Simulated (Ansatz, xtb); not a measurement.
# Ligand exchange: C2H9NSi + SiH3(CH3) → C2H10Si2 + CH5N

Species: C2H9NSi `CC[SiH2]N`, singlet; SiH3(CH3) (methylsilane), singlet; C2H10Si2 `CC[SiH2][SiH3]`, singlet; CH5N (methylamine) `CN`, singlet. The partners trade NH2 for SiH3: Si–NH2 and C–SiH3 bonds give way to Si–SiH3 and C–NH2.

Shapes, held fixed at every level: PBE0-D4/def2-TZVP. Flexible molecules stand in one conformer, not always the lowest. Programs: Ansatz 0.2.0, xtb 6.7.1. The zero-point and thermal change to 298 K, harmonic and unscaled (PBE0-D4/def2-TZVP), is +5.5 kJ/mol.

| level | kind | ΔH(298 K) (kJ/mol) | less CCSD(T)/CBS estimate |
| --- | --- | --- | --- |
| GFN0-xTB | semi-empirical | +63.6 | -71.1 |
| HF/def2-SVP | Hartree–Fock | +126.1 | -8.6 |
| B3LYP-D4/def2-TZVPP | global hybrid | +129.6 | -5.1 |
| r2SCAN0-D4/def2-TZVPP | global hybrid | +133.6 | -1.1 |
| B2PLYP/def2-TZVPP | double hybrid | +137.3 | +2.6 |
| MP2/def2-SVP | perturbation theory | +123.9 | -10.8 |
| CCSD(T)/def2-SVP | coupled cluster or CI | +111.4 | -23.3 |
| CCSD(T)/CBS estimate | coupled cluster or CI | +134.7 | 0.0 |

The highest level, CCSD(T)/CBS estimate, gives ΔH(298 K) = +134.7 kJ/mol; the levels span +63.6 to +137.3. GFN0-xTB strays far from the other rows. The column of differences is taken from that level and isn't an error. No measured value is set beside it here. The CBS estimate extrapolates MP2 from def2-TZVPP and def2-QZVPP and adds CCSD(T) − MP2 in the triple-zeta set, cores frozen.

The exchange is strongly endothermic, at +134.7 kJ/mol at the highest level, and every row agrees on the sign. The cause lies in the bonds traded: silicon is much more electropositive than carbon, so its bond to nitrogen is strongly polar and gains further from donation of the nitrogen lone pair into σ* orbitals on silicon. Moving NH2 to carbon gives up much of that stabilisation, while the new Si–Si bond is nonpolar and weak because the diffuse silicon orbitals overlap poorly. The thermal contribution of +5.5 kJ/mol is minor, so the preference is essentially electronic.

CCSD(T) in the small basis gives only +111.4 kJ/mol, further from the extrapolated value than Hartree–Fock in the same basis, probably because too few polarisation functions undervalue the polar Si–N bond. The closeness of Hartree–Fock therefore suggests cancelling errors rather than a negligible role for correlation. With two molecules on each side, entropy is unlikely to overturn the preference for the reactants, but the energies say nothing about the barrier to exchange.
